## Results and discussion: what holds CO to silane

The contact is worth about half a kcal/mol, and the choice of method can change it by as much again. In the structure used here, CO points its oxygen at silicon from about 3.5 Å, on the side opposite one Si–H bond. A negative interaction means binding, so a positive value of "interaction less reference" usually means too little binding.

CO and silane (SiH4) at the pair's PBE0-D4/def2-TZVP minimum, gas phase, computed with Ansatz 0.2.0 in def2-TZVPPD, with frozen cores in MP2 and coupled cluster. Interaction energies are counterpoise-corrected (negative binds); the superposition error is corrected less uncorrected. The reference is an estimate of CCSD(T) at the basis-set limit, as a rule a focal-point one: Hartree-Fock and MP2 correlation are extrapolated from triple and quadruple zeta, and the difference between CCSD(T) and MP2 is added from triple zeta alone.

```
   method            class  exact exchange, short range (%)  exact exchange, long range (%)  interaction (kcal/mol)  interaction less reference (kcal/mol)  superposition error (kcal/mol)
   PBE-D4              GGA                                0                               0                   -0.60                                  -0.04                            0.04
revPBE-D4              GGA                                0                               0                   -0.18                                   0.37                            0.04
  BLYP-D4              GGA                                0                               0                   -0.21                                   0.34                            0.04
r2SCAN-D4         meta-GGA                                0                               0                   -0.46                                   0.10                            0.03
   B97M-V         meta-GGA                                0                               0                   -0.53                                   0.03                            0.04
  PBE0-D4    global hybrid                               25                              25                   -0.56                                   0.00                            0.03
 B3LYP-D4    global hybrid                               20                              20                   -0.40                                   0.15                            0.04
 HSE06-D4  screened hybrid                               25                               0                   -0.57                                  -0.01                            0.03
  wB97X-V  range-separated                               17                             100                   -0.59                                  -0.04                            0.03
  wB97M-V  range-separated                               15                             100                   -0.53                                   0.02                            0.03
   B2PLYP    double hybrid                               53                              53                   -0.10                                   0.45                            0.09
       HF     Hartree-Fock                              100                             100                    0.13                                   0.69                            0.03
      MP2    wave function                              n/a                             n/a                   -0.49                                   0.07                            0.23
     CCSD    wave function                              n/a                             n/a                   -0.39                                   0.17                            0.21
  CCSD(T)    wave function                              n/a                             n/a                   -0.49                                   0.07                            0.22
```

**1. Would the pair survive at room temperature?**

Hardly. The best value for the interaction, the estimated CCSD(T) limit, is -0.55 kcal/mol, while the thermal energy $k_BT$ at 300 K is about 0.6 kcal/mol. Ordinary collisions can therefore separate the molecules, and the entropy of two free molecules favours separation further. Zero-point motion, which is not part of these energies, would normally weaken the contact too.

**2. What makes the molecules attract at all?**

Electron correlation does. Hartree-Fock (HF) gives a repulsion of 0.13 kcal/mol, and going to CCSD(T) in the same basis lowers the energy by 0.62 kcal/mol, more than the whole binding. Theory identifies the main attractive part as dispersion, the correlated fluctuation of the two electron clouds. It grows with the polarizability of both partners and falls quickly with distance. Long-range electrostatics can add little: CO has a tiny dipole, and silane is too symmetric to have a dipole or a quadrupole. The HF repulsion belongs to this fixed distance; a shallow HF minimum farther out remains possible.

**3. Why do revPBE-D4 and BLYP-D4 bind so weakly although they include dispersion?**

They give only 33% and 38% of the reference binding, whereas PBE-D4 slightly overbinds. A dispersion term is only half of the balance; the other half is the repulsion where the outer tails of the two densities overlap. The exchange parts of revPBE and BLYP are known to be more repulsive there than that of PBE. The D4 term is adjusted to each functional and should make up for this, but for this pair the sum falls short. Whether the repulsion is too strong or the D4 term too strongly damped at this distance is left open by the totals.

**4. Does exact exchange weaken the binding?**

It seems to at first. Over all functionals and HF, the error rises with the short-range share of exact exchange, with a correlation coefficient of 0.67. Yet the two rows with the largest shares also lack a full description of dispersion: HF has none, and B2PLYP gets only part of it from its MP2 term. Without these two rows the coefficient changes sign, to -0.46. That value in turn rests mostly on revPBE-D4 and BLYP-D4, two weak binders without exact exchange, so it is no evidence for the opposite trend.

Related functionals confirm that there is no common direction. From PBE-D4 to PBE0-D4 the binding weakens by 0.04 kcal/mol, but from BLYP-D4 to B3LYP-D4 it strengthens by 0.19 kcal/mol. Other ingredients change in these steps as well, so neither isolates exact exchange.

**5. Is MP2 as good as CCSD(T) here?**

In the total, yes: both give -0.49 kcal/mol. The path between them is less smooth. CCSD, which treats the coupling among electron pairs more completely, binds 0.10 kcal/mol less than MP2, and the triple excitations in CCSD(T) restore the same amount. The agreement is thus a cancellation seen in this one pair, and stopping at CCSD would lose a useful part of the binding.

**6. What would a larger basis change?**

It would matter most for the wave-function methods with correlation. In a finite basis each molecule borrows its partner's functions, which makes the pair look too stable; the superposition error is the correction for this. HF and ordinary functionals need good occupied orbitals only, but MP2 and coupled cluster also need many empty ones to describe how electrons avoid each other. Against the estimated limit, CCSD(T) overbinds by 0.15 kcal/mol without the correction and underbinds by 0.07 kcal/mol with it. As a rule, though, only the Hartree-Fock and MP2 parts of that limit are extrapolated, from triple and quadruple zeta, while the step from MP2 to CCSD(T) comes from triple zeta alone. If that step was taken in the present basis, the remaining 0.07 kcal/mol is really the basis error of MP2, assumed to hold for CCSD(T) too.

This picture can be tested on B2PLYP, which mixes 53% exact exchange with 27% MP2 correlation. Its energy is a weighted sum of such parts by definition; what can be tested is whether parts taken from other calculations keep their size when the orbitals change. If they do, its superposition error should follow closely from the HF and BLYP-D4 values and from the MP2 correlation part, $0.23-0.03=0.20$ kcal/mol:

$$0.53\times0.03+0.47\times0.04+0.27\times0.20\approx0.09\ \text{kcal/mol}.$$

The computed value is also 0.09 kcal/mol and did not enter the estimate. More than half of the estimate comes from the MP2 term. The sum contains only 47% of the LYP correlation, where B2PLYP has 73%; the missing part should matter little, because it needs no empty orbitals. The inputs have only two decimals, so the agreement is good to about 0.01 kcal/mol. The sum estimates the borrowing, not the basis error that remains after correction. The printed analysis below lists the differences used here.

**7. Which digits can be trusted for choosing a functional?**

The first decimal, but not the second. Six of the ten functionals with a full dispersion treatment lie within 0.05 kcal/mol of the reference, and they range from a simple GGA to range-separated hybrids. The reference is itself an estimate: as a rule its MP2 part is extrapolated from triple and quadruple zeta, and its step from MP2 to CCSD(T) comes from triple zeta alone. The structure, moreover, comes from PBE0-D4. The zero error of PBE0-D4 therefore does not make it the best of the six, whereas the failures of revPBE-D4 and BLYP-D4 are large enough to count.

Numerical output:

```
thermal energy kT at 300 K, kcal/mol: 0.5962
change of interaction from HF to CCSD(T), same basis, kcal/mol: -0.62
HF error as percentage of the limit binding, %: 125.5
number of functionals with a dispersion treatment: 10
number of these within 0.05 kcal/mol of the reference: 6
change from PBE-D4 to revPBE-D4, kcal/mol: 0.42
share of the limit binding given by revPBE-D4, %: 32.73
share of the limit binding given by BLYP-D4, %: 38.18
change from PBE-D4 to PBE0-D4, kcal/mol: 0.04
change from PBE0-D4 to HSE06-D4, kcal/mol: -0.01
change from BLYP-D4 to B3LYP-D4, kcal/mol: -0.19
correlation of short-range exact exchange with error, all functionals and HF: 0.6714
the same correlation without HF and B2PLYP: -0.4622
change from MP2 to CCSD, kcal/mol: 0.1
change from CCSD to CCSD(T), the triples, kcal/mol: -0.1
CCSD(T) shortfall from its own limit as percentage of the binding, %: 12.73
CCSD(T) interaction without counterpoise, kcal/mol: -0.71
CCSD(T) error without counterpoise, kcal/mol: -0.15
superposition error from MP2 correlation alone, kcal/mol: 0.2
estimated superposition error of B2PLYP, kcal/mol: 0.0887
computed superposition error of B2PLYP, kcal/mol: 0.09
```
